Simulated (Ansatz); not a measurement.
# TiH: energy above lowest point against volume scale

Free energy against uniform scaling of the volume at fixed shape and fractions; periodic cell, basis, potentials, k mesh and filling as listed. The results are calculated, by Ansatz 0.2.0.

The cell before it is scaled or strained (space group Fm-3m, No. 225):
```
cell vectors (Å)
   0.0000     2.0897     2.0897
   2.0897     0.0000     2.0897
   2.0897     2.0897     0.0000
atoms (fractions of the cell vectors)
Ti  0.00000  0.00000  0.00000
H   0.50000  0.50000  0.50000
```

Settings of every row: functional PBEsol; dispersion none; potentials PAW; wave cutoff 500 eV; density cutoff 2000 eV; k mesh 12x12x12; k shift 0x0x0; occupations gaussian; smearing width 0.1 eV; spin none; SCF threshold exponent -10.

Limits: coarse k mesh, up to 40 meV an atom off; the cell comes from a prototype or a list of computed structures and needn't be the stable phase.

```
row  volume scale  V (Å³/atom)  energy above lowest point (meV/atom)
  1           0.9        8.213                                  28.3
  2         0.925        8.441                                  12.1
  3          0.95        8.669                                   2.9
  4         0.975        8.897                                     0
  5             1        9.125                                     ?
  6         1.025        9.354                                  10.1
  7          1.05        9.582                                    22
  8         1.075         9.81                                  37.6
  9           1.1       10.038                                  56.7
```

Question: what energy above lowest point should row 5 give?

Worked fit of energy above lowest point. Take u = (V_r/V)^(2/3) − 1 with V_r = 9.1255 Å³ an atom, which is twice the finite (Eulerian) strain; such expansions in the strain, on which the Birch-Murnaghan equation of state is built, carry the rest volume and the bulk modulus. The shown rows have u = 0.07276, 0.05336, 0.0348, 0.01705, -0.01635, -0.03202, -0.04708, -0.06156. Least squares give energy above lowest point = 2.6 − 309.3 × u + 9183 × u² − 1059 × u³ meV/atom; a parabola predicts inner rows, each left out in turn, worse (root mean square 0.086 against 0.04 meV/atom). All shown rows lie on it to the printed digit. Its lowest point lies at u = 0.0169, or V = 8.899 Å³ an atom, and the curvature there gives the bulk modulus at fixed shape and fractions, B = (4/9)(1 + u)² E″(u)/V = 151 GPa. The withheld row has u = 4e-05, so the fit gives 2.6 − 309.3 × (4e-05) + 9183 × (4e-05)² − 1059 × (4e-05)³ = 2.6 meV/atom.

The calculation gave 2.6 meV/atom. The fit meets it to the printed digit.
